**Student.** You said in lecture that a slow cycle of an insulator moves a whole number of electrons. But a cycle ends where it began. The Hamiltonian returns, the ground state returns, so the polarisation returns and $\oint dP=0$.

**Lecturer.** That would follow if $P$ were a single-valued function of the state, and in a periodic crystal it is not. Let me fix the premises first.

1. Independent electrons of charge $-e$, $e>0$, in an infinite chain of period $a$. A mean field is allowed.
2. $H$ depends smoothly on a parameter $\lambda\in[0,1]$, keeps the period $a$, and $H(1)=H(0)$. The macroscopic field is zero.
3. At every $\lambda$ a gap of at least $E_g>0$ separates $N$ full bands from the empty ones. Spin counts as a band index, and the temperature is zero.
4. $\lambda(t)$ runs from 0 to 1 in a time $T\gg\hbar/E_g$.

Polarisation is defined by its change, $dP/dt=I$, where $I$ is the cell-averaged current along $+x$. In one dimension $P$ is a dipole per length, which is a charge.

**Student.** Why the cell average? An ammeter sits at one cross-section.

**Lecturer.** Continuity reads $\partial_x j=-\partial_t\rho_c$. Integrate over the cycle. The charge density $\rho_c$ returns, so $\int j\,dt$ is the same at every $x$ and equals its cell average. Within the cycle different sections differ, as we shall see in numbers.

Now the current. Write Bloch states as $e^{ikx}u_{nk}$ and $H(k)=e^{-ikx}He^{ikx}$. Differentiating gives $\partial_kH(k)=e^{-ikx}\,i[H,x]\,e^{ikx}$, which is $\hbar$ times the velocity operator. The drive keeps the period, so each $k$ evolves alone with its one-particle density matrix $\rho(k,t)$. With $L^{-1}\sum_k\to\int dk/2\pi$,

$$I=-e\int_0^{2\pi/a}\frac{dk}{2\pi}\,\frac1\hbar\,\mathrm{Tr}[\rho\,\partial_kH],\qquad i\hbar\dot\rho=[H,\rho].\tag{1}$$

**Student.** The adiabatic theorem says $\rho=\Pi$, the projector on the occupied states. Then the trace is $\sum_n\partial_kE_n$, which integrates to zero over the zone. No current.

**Lecturer.** None at zeroth order. But a correction of order $1/T$ acts for a time $T$ and leaves a finite charge however slowly you go. Put $\rho=\Pi+\rho_1$ with $\rho_1\propto\dot\lambda$, and let $\bar\Pi=1-\Pi$. I need three facts.

First, differentiating $\Pi^2=\Pi$ gives $\partial\Pi\,\Pi+\Pi\,\partial\Pi=\partial\Pi$. Sandwiching this gives $\Pi\,\partial\Pi\,\Pi=0$ and $\bar\Pi\,\partial\Pi\,\bar\Pi=0$, so $\partial\Pi$ connects only occupied with empty states. Unitary evolution keeps $\rho^2=\rho$, whose first order is $\Pi\rho_1+\rho_1\Pi=\rho_1$, so $\rho_1$ has the same structure.

Second, $[H,\Pi]=0$, so the first order of the equation of motion is $i\hbar\dot\Pi=[H,\rho_1]$. For $n$ occupied and $m$ empty,

$$\langle m|\rho_1|n\rangle=\frac{i\hbar\,\langle m|\dot\Pi|n\rangle}{E_m-E_n}.\tag{2}$$

Third, differentiating $[H,\Pi]=0$ gives $[\partial_kH,\Pi]+[H,\partial_k\Pi]=0$, and its element between $\langle n|$ and $|m\rangle$ is

$$\langle n|\partial_kH|m\rangle=(E_n-E_m)\langle n|\partial_k\Pi|m\rangle.\tag{3}$$

**Student.** And if two occupied bands cross? The one-band formula I know has a denominator that vanishes there.

**Lecturer.** Only occupied-to-empty differences appear in (2), and they are at least $E_g$. Mixing inside the full manifold leaves $\Pi$ unchanged. Multiply (2) by (3), and the energy differences cancel:

$$\frac1\hbar\mathrm{Tr}[\rho_1\partial_kH]=-i\sum_{n,m}\langle n|\partial_k\Pi|m\rangle\langle m|\dot\Pi|n\rangle+\text{c.c.}=-i\,\mathrm{Tr}\big(\Pi[\partial_k\Pi,\dot\Pi]\big).$$

In the last step $\sum_m|m\rangle\langle m|=\bar\Pi$ may be replaced by 1 because $\Pi\,\partial_k\Pi\,\Pi=0$, and the complex conjugate reverses the order of the two derivatives. Define the Berry curvature with $k$ as first index,

$$\Omega_{k\lambda}=i\,\mathrm{Tr}\big(\Pi[\partial_k\Pi,\partial_\lambda\Pi]\big).\tag{4}$$

The summed velocity is $-\dot\lambda\,\Omega_{k\lambda}$. The factor $-e$ in (1) turns the sign, and $\dot\lambda\,dt=d\lambda$ removes the rate:

$$Q=\oint dP=e\,C,\qquad C=\frac1{2\pi}\int_0^1d\lambda\int_0^{2\pi/a}dk\;\Omega_{k\lambda}.\tag{5}$$

The net number of electrons moved towards $+x$ is $-C$. With the opposite index order one has $Q=-eC$, so always look at the convention.

**Student.** So $Q$ depends on the path and not on the speed. That does not make it an integer.

**Lecturer.** For that, pick an orthonormal frame $u_1,\dots,u_N$ of the occupied space and set $A_\mu=i\sum_n\langle u_n|\partial_\mu u_n\rangle$ for $\mu=k,\lambda$. From $\Pi=\sum_n|u_n\rangle\langle u_n|$ we get $\bar\Pi\,\partial\Pi|u_n\rangle=\bar\Pi|\partial u_n\rangle$, so (4) equals $i\sum_n\langle\partial_ku_n|\bar\Pi|\partial_\lambda u_n\rangle$ minus the same with $k\leftrightarrow\lambda$. Write $\bar\Pi=1-\Pi$. With the anti-Hermitian matrices $(M_\mu)_{n'n}=\langle u_{n'}|\partial_\mu u_n\rangle$ one has $\sum_n\langle\partial_ku_n|\Pi|\partial_\lambda u_n\rangle=-\mathrm{tr}(M_kM_\lambda)$, which is symmetric in $k$ and $\lambda$ and drops out. Hence

$$\Omega_{k\lambda}=i\sum_n\big(\langle\partial_ku_n|\partial_\lambda u_n\rangle-\langle\partial_\lambda u_n|\partial_ku_n\rangle\big)=\partial_kA_\lambda-\partial_\lambda A_k.\tag{6}$$

**Student.** Then you are in trouble. A curl integrated over a closed surface vanishes by Stokes.

**Lecturer.** It does if the frame is smooth and periodic in both directions. I can guarantee less, namely smooth everywhere and periodic in $k$, meaning $u_{k+G}=e^{-iGx}u_k$ with $G=2\pi/a$, so that the Bloch functions repeat. Here is the construction. The gap makes $\Pi$ smooth. At $\lambda=0$ carry a frame across the zone with $\partial_ku=[\partial_k\Pi,\Pi]u$, which keeps it orthonormal and inside the occupied space. It arrives at $k=G$ differing from $e^{-iGx}u_0$ by an $N\times N$ unitary matrix. Every unitary matrix is $e^{iB}$ with $B$ Hermitian, so multiplying the frame by $e^{-iBk/G}$ removes the mismatch. Then carry each $k$ along $\lambda$ with $\partial_\lambda u=[\partial_\lambda\Pi,\Pi]u$. Since $\Pi(k+G)=e^{-iGx}\Pi(k)e^{iGx}$ with a $\lambda$-independent unitary, periodicity in $k$ survives. Nothing forces the frame at $\lambda=1$ to equal the one at $\lambda=0$.

In this gauge $A_\lambda$ is periodic in $k$, so $\int\partial_kA_\lambda\,dk=0$. Define the Berry phase $\phi(\lambda)=\int_0^{G}A_k\,dk$. Then (5) and (6) give

$$\frac{dP}{d\lambda}=-\frac{e}{2\pi}\frac{d\phi}{d\lambda},\qquad C=-\frac{\phi(1)-\phi(0)}{2\pi}.\tag{7}$$

The first relation is the Berry-phase polarisation of King-Smith and Vanderbilt (1993), $P=-e\phi/2\pi$ up to a constant.

The two end frames span the same space, so $u_n(k,1)=\sum_{n'}u_{n'}(k,0)V_{n'n}(k)$ with $V$ unitary, smooth and periodic in $k$. Substituting,

$$A_k(1)=i\,\mathrm{tr}(V^\dagger M_kV)+i\,\mathrm{tr}(V^\dagger\partial_kV)=A_k(0)+i\,\partial_k\ln\det V.$$

Write $\det V=e^{-i\beta(k)}$ with $\beta$ real and continuous, so the last term is $\partial_k\beta$. Periodicity of $\det V$ forces $\beta(G)-\beta(0)=2\pi w$ with integer $w$. Therefore

$$\phi(1)-\phi(0)=2\pi w,\qquad C=-w\in\mathbb Z,\qquad Q=eC.\tag{8}$$

That is the result of Thouless (1983). $C$ is the total Chern number of the occupied bands on the $(k,\lambda)$ torus. Where the bands are separated from each other it is the sum of their own integers.

**Student.** And my objection about $\oint dP$?

**Lecturer.** The same algebra shows that at fixed $\lambda$ a change of frame shifts $\phi$ by a multiple of $2\pi$. The state fixes $P$ only modulo $e$, so $P$ behaves like an angle, and $\oint dP$ counts how often it winds when followed continuously. A smooth deformation of the loop that keeps the gap open changes (5) continuously, and an integer that changes continuously is constant. A loop that can be shrunk to a point through insulating states pumps nothing.

**Student.** So a pump must go round something that cannot be crossed. Show me.

**Lecturer.** Take the chain of Rice and Mele (1982), spinless, with sites $A$ and $B$ in cell $R$, $B$ to the right of $A$, and one electron per cell:

$$H=\sum_R\Big[-J_1a_R^\dagger b_R-J_2\,b_R^\dagger a_{R+1}+\text{h.c.}\Big]+\Delta\sum_R\big(a_R^\dagger a_R-b_R^\dagger b_R\big),$$

with $J_{1}=J+\delta$, $J_2=J-\delta$ and $|\delta|<J$. Put amplitudes $e^{i\kappa R}(u_A,u_B)$ with $\kappa=ka$. Site $A_R$ couples to $B_R$ and $B_{R-1}$, so $H_{AB}=-J_1-J_2e^{-i\kappa}$, and $H(\kappa)=\mathbf d\cdot\boldsymbol\sigma$ with

$$\mathbf d=(-J_1-J_2\cos\kappa,\;-J_2\sin\kappa,\;\Delta),$$

$$E^2=|\mathbf d|^2=\Delta^2+4J^2\cos^2\tfrac\kappa2+4\delta^2\sin^2\tfrac\kappa2.$$

The bands are $\pm E$. The gap is smallest at $\kappa=\pi$, where it is $2\sqrt{\Delta^2+4\delta^2}$, and it closes only at $\delta=\Delta=0$. Go round that point with $\delta=\delta_0\cos\theta$, $\Delta=\Delta_0\sin\theta$, $\delta_0,\Delta_0>0$, $\theta=\omega t$ from 0 to $2\pi$. The measure $dk\,d\lambda\,\Omega_{k\lambda}$ equals $d\kappa\,d\theta\,\Omega_{\kappa\theta}$.

**Student.** Your Bloch phase ignores where $B$ sits in the cell. Is $\partial_\kappa H$ still a current?

**Lecturer.** It is the current through one section. Only the $J_2$ term $H_2$ carries $\kappa$, and with $n_B=\mathrm{diag}(0,1)$ direct multiplication gives $i[H_2,n_B]=-\partial_\kappa H$. So $\partial_\kappa H/\hbar$ is the rate at which electrons leave $B_R$ for $A_{R+1}$. The steps from (1) to (8) used only a smooth gapped $H(k)$, here strictly periodic, so they hold for this bond current.

The lower band has $\Pi=\tfrac12(1-\hat{\mathbf d}\cdot\boldsymbol\sigma)$. With $[\mathbf p\cdot\boldsymbol\sigma,\mathbf q\cdot\boldsymbol\sigma]=2i(\mathbf p\times\mathbf q)\cdot\boldsymbol\sigma$ and $\mathrm{Tr}\,\sigma_i\sigma_j=2\delta_{ij}$, equation (4) becomes $\Omega_{\kappa\theta}=\tfrac12\hat{\mathbf d}\cdot(\partial_\kappa\hat{\mathbf d}\times\partial_\theta\hat{\mathbf d})$. Radial parts of the derivatives drop out of the triple product, so this is $\mathbf d\cdot(\partial_\kappa\mathbf d\times\partial_\theta\mathbf d)/2E^3$. With primes for $\partial_\theta$, $\partial_\kappa\mathbf d=J_2(\sin\kappa,-\cos\kappa,0)$ and $\partial_\theta\mathbf d=(-\delta'(1-\cos\kappa),\,\delta'\sin\kappa,\,\Delta')$, which gives

$$\Omega_{\kappa\theta}=\frac{J_2\big[\Delta'(J_2+J_1\cos\kappa)+\Delta\,\delta'(1-\cos\kappa)\big]}{2E^3}.\tag{9}$$

**Student.** I do not see an integer in that.

**Lecturer.** Use polar angles, $\hat{\mathbf d}=(\sin\eta\cos\chi,\sin\eta\sin\chi,\cos\eta)$. The vector $u=(\sin\tfrac\eta2\,e^{-i\chi},\,-\cos\tfrac\eta2)$ satisfies $\hat{\mathbf d}\cdot\boldsymbol\sigma\,u=-u$, and

$$A_\mu=\sin^2\tfrac\eta2\;\partial_\mu\chi .$$

This frame is periodic in both directions and smooth except at the south pole $\eta=\pi$, where $\chi$ is undefined while its coefficient in $u$ is finite. A pole needs $d_x=d_y=0$, hence $J_1=J_2$ and $\kappa=\pi$, and the south pole needs $\Delta<0$. There is one such point, $(\kappa,\theta)=(\pi,3\pi/2)$. Cut a small disc round it. The edges of the rectangle cancel in pairs, and the smooth $\Omega$ contributes nothing from a shrinking disc, so $2\pi C=-\oint A$ taken anticlockwise in the $(\kappa,\theta)$ plane, where $A\to d\chi$. With $\kappa=\pi+q$ and $\theta=3\pi/2+p$ we have $d_x\approx-2\delta_0p$ and $d_y\approx Jq$. This linear map from $(q,p)$ to $(d_x,d_y)$ has determinant $2\delta_0J>0$, so $\chi$ winds once anticlockwise. Thus

$$C=-1,\qquad Q=-e.$$

One electron moves one cell towards $+x$ per cycle. Check it by pictures: at $\theta=0$ it sits on the strong bond $A_RB_R$, at $\pi/2$ mostly on the low site $B_R$, at $\pi$ on the bond $B_RA_{R+1}$, at $3\pi/2$ mostly on $A_{R+1}$. Reversing the loop gives $+e$, and two spin copies give $-2e$. Shift the loop so that $\delta>0$ throughout: $\hat{\mathbf d}$ never meets a pole, the frame is smooth on the whole torus, and your Stokes argument gives $C=0$.

**Student.** You dropped everything beyond first order. A second-order current acting for a time $T$ leaves a charge of order $1/T$. How good is the integer?

**Lecturer.** Better than that, thanks to an exact identity. Let $\psi_n(k,t)$ solve $i\hbar\dot\psi_n=H\psi_n$ exactly, starting from the periodic frame. Differentiate $\langle\psi_n|H|\psi_n\rangle$ with respect to $k$ and replace $H\psi_n$ by $i\hbar\dot\psi_n$:

$$\sum_n\langle\psi_n|\partial_kH|\psi_n\rangle=\partial_k\sum_n\langle\psi_n|H|\psi_n\rangle-i\hbar\sum_n\big(\langle\partial_k\psi_n|\dot\psi_n\rangle-\langle\dot\psi_n|\partial_k\psi_n\rangle\big).$$

The first term integrates to zero over the zone, and the second is $-\hbar$ times the curvature (6) of the true states. If $\rho(k,T)=\rho(k,0)$, the winding argument applies to them and $Q/e$ is exactly an integer. Departures come only from failure to return. If $\dot\lambda$ is switched on and off with all derivatives vanishing at the ends, the adiabatic theorem, which I quote, makes that failure smaller than any power of $\hbar/E_gT$.

A sudden start is worse. At $\theta=0$, $\hat{\mathbf d}$ turns at the rate $\omega\Delta_0/E$, the element $|\langle m|\dot\Pi|n\rangle|$ is half of that, and the level spacing is $2E$. By (2) the state misses its dressed form by an amplitude $\hbar\omega\Delta_0/4E^2$. If $\Delta_0=2\delta_0$, the gap is $E_g=2\Delta_0$ at all $\theta$ and the amplitude is at most $\hbar\omega/2E_g$. It has two effects. An interference current oscillates at the gap frequency; its time integral is bounded by roughly $e\,(J/E_g)(\hbar\omega/E_g)$ and does not grow with the number of cycles. The stranded population sits in the band of opposite curvature and costs a charge of order $e(\hbar\omega/E_g)^2$ in every cycle. Its group velocities cancel because $H(-\kappa)=H(\kappa)^*$ makes that population even in $\kappa$.

**Student.** What else can break it?

**Lecturer.** Here is the range of validity.

- The gap must stay open along the whole loop. If it closes, (2) fails and $C$ can jump. A metal has no such quantisation.
- $\hbar\omega\ll E_g$, with the departures just estimated.
- $k_BT_e\ll E_g$ for the electron temperature $T_e$. With two bands and the chemical potential at midgap, (2) acquires the occupation difference $\tanh(E/2k_BT_e)$, whose largest shortfall from 1 is $2/(e^{E_g/2k_BT_e}+1)$. That sets the order of the relative departure.
- A bulk chain. On a finite ring the zone integral is a sum over discrete $k$ of a smooth periodic function, and the difference falls faster than any power of the ring length. In an open chain the charge piles up at the ends until an end state crosses the gap or a contact removes it.
- Equation (8) is the electronic charge. Ions that return to their places add nothing; ion cores of integer charge shifted by whole lattice vectors add further multiples of $e$.
- Our proof used independent electrons and a lattice period. Niu and Thouless (1984) extended it to interactions and disorder for a non-degenerate many-body ground state with a gap, a twist of the boundary condition playing the part of $k$.

**Student.** Numbers, then. I want to see non-integers add up to one.

**Lecturer.** Take the illustrative inputs $J=1$ eV, $\delta_0=0.25$ eV, $\Delta_0=0.5$ eV, so $E_g=1.0$ eV round the whole loop. By (7), the number of electrons that have crossed the intercell bond is $\phi(\theta)/2\pi$ on the continuous branch, with $\phi=\int_0^{2\pi}\sin^2\tfrac\eta2\,\partial_\kappa\chi\,d\kappa$ and $d_x+id_y=-(J_1+J_2e^{i\kappa})$. Over the zone $\chi$ changes by 0 for $\delta>0$ and by $2\pi$ for $\delta<0$.

At $\theta=0$ and $\pi$ the weight $\sin^2\tfrac\eta2$ is $\tfrac12$, so $\phi=0$ and $\phi=\pi$. As $\delta\to0$, $d_x+id_y\to-2J\cos\tfrac\kappa2\,e^{i\kappa/2}$, so $\partial_\kappa\chi=\tfrac12$ apart from a rapid step at $\kappa=\pi$, equal to $-\pi$ for $\delta>0$ and $+\pi$ for $\delta<0$. The weight is $\tfrac12(1-\Delta/E)$. Define the zone average

$$s=\int_0^{2\pi}\frac{d\kappa}{2\pi}\frac{\Delta_0}{\sqrt{\Delta_0^2+4J^2\cos^2(\kappa/2)}}=\frac2\pi\,\frac{\Delta_0K(m)}{\sqrt{\Delta_0^2+4J^2}},\qquad m=\frac{4J^2}{\Delta_0^2+4J^2},$$

with $K(m)=\int_0^{\pi/2}(1-m\sin^2y)^{-1/2}dy$. At $\theta=\pi/2$ the step has weight 0, so $\phi/2\pi=(1-s)/4$. Approaching $3\pi/2$ from below it has weight 1, so $\phi/2\pi=\tfrac12+(1+s)/4$. Just beyond, the step reverses and this frame's $\phi$ drops by $2\pi$ while the current stays finite, so the continuous branch adds $2\pi$ and ends at $\phi(2\pi)=2\pi$.

Here the square root is $2.06155$ eV, $m=0.94118$, $K=2.83024$ and $s=0.43700$. The occupation of $B$ is the zone average of $\tfrac12(1+\Delta/E)$, which runs through $\tfrac12,\ \tfrac12(1+s),\ \tfrac12,\ \tfrac12(1-s),\ \tfrac12$. Continuity at $B$ gives the flow through the intracell bond as the intercell flow plus the change of that occupation.

| quarter of the cycle | electrons through $B_R\to A_{R+1}$ | running sum | electrons through $A_R\to B_R$ |
|---|---|---|---|
| $0\to\pi/2$ | 0.14075 | 0.14075 | 0.35925 |
| $\pi/2\to\pi$ | 0.35925 | 0.50000 | 0.14075 |
| $\pi\to3\pi/2$ | 0.35925 | 0.85925 | 0.14075 |
| $3\pi/2\to2\pi$ | 0.14075 | 1.00000 | 0.35925 |

The two sections disagree in every quarter and agree over the cycle. With $B$ at midcell the cell-averaged flow is their mean, 0.25 per quarter, so $P$ falls by $e/4$ each time. The entries depend on $\Delta_0/J$ and the total does not.

**Student.** And at a finite speed and temperature?

**Lecturer.** Cycle at $f=1$ GHz. The mean current is $-ef=-160.2$ pA per spinless chain. The quantum $\hbar\omega=hf=4.136$ µeV gives $\hbar\omega/E_g=4.1\times10^{-6}$, which is also the scale, in units of $e$, of the non-accumulating transient after a sudden start because $J/E_g=1$. The per-cycle loss has the scale $(\hbar\omega/E_g)^2=1.7\times10^{-11}$. At 300 K, $k_BT_e=25.85$ meV, $E_g/2k_BT_e=19.34$, and the thermal shortfall is at most $8.0\times10^{-9}$ in the weight, so temperature limits the long-run accuracy of this model. To translate into bulk units, pack one chain per cross-section of 5 Å by 5 Å, a rounded input of the typical size of a cell face in a fluorite-type oxide such as HfO$_2$. Each cycle then shifts the model's polarisation by one quantum, of magnitude $e/(25\ \text{Å}^2)=64.1$ µC/cm², while returning the crystal to the same state.